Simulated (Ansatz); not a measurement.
**CH4FGe−: structure from calculated spectroscopic constants**

These gas-phase data were calculated for one isomer of CH4FGe− at r2SCAN-D4/def2-SVPD (harmonic, unscaled wavenumbers; equilibrium rotational constants with average atomic masses):

- rotational constants: 19.04, 5.283, 4.497 GHz
- all wavenumbers above 1500 cm⁻¹: 3139, 3050, 2039, 2030

Candidates:

(1) `[CH2-][GeH2][F]`, a singlet
(2) `[CH3][GeH-][F]`, a singlet

Assign the data to one candidate and say why.

Candidate (1). 2 modes lie between 2750 and 3290 cm⁻¹, one for each C–H bond, while (2) has 3.

The same quantities for all candidates:

```tsv
	rotational constants (GHz)	wavenumbers above 1500 cm⁻¹	E above the lowest, r2SCAN-D4/def2-SVPD (kcal/mol)
(1)	19.04, 5.283, 4.497	3139, 3050, 2039, 2030	25.0
(2)	10.47, 6.494, 4.294	3086, 3071, 2976, 1709	0.0
```

Each candidate is one conformer. Programs: Ansatz 0.2.0.

The Ge–H region supports the same assignment. Candidate (1) has two nearly coincident stretches at 2039 and 2030 cm⁻¹, as expected for a GeH2 group on tetravalent germanium, whereas the single Ge–H stretch of (2) falls to 1709 cm⁻¹. In (2) the negative charge sits largely in a germanium lone pair rich in 4s character, leaving the bonds with more 4p character and a weaker, more hydridic Ge–H bond. The same rehybridisation favours a narrow C–Ge–F angle, which probably explains why (2) has the smaller largest rotational constant: its heavy atoms lie further from the long axis.

The assigned isomer is the less stable one, by 25.0 kcal/mol. Both anions derive from CH3GeH2F by loss of a proton, from carbon in (1) and from germanium in (2), so the gap reflects the greater acidity of the Ge–H site, where the bond is weaker and the larger atom accommodates the charge better. Whether (1) would persist depends on the barrier to hydrogen migration from germanium to carbon, which these energies don't give.
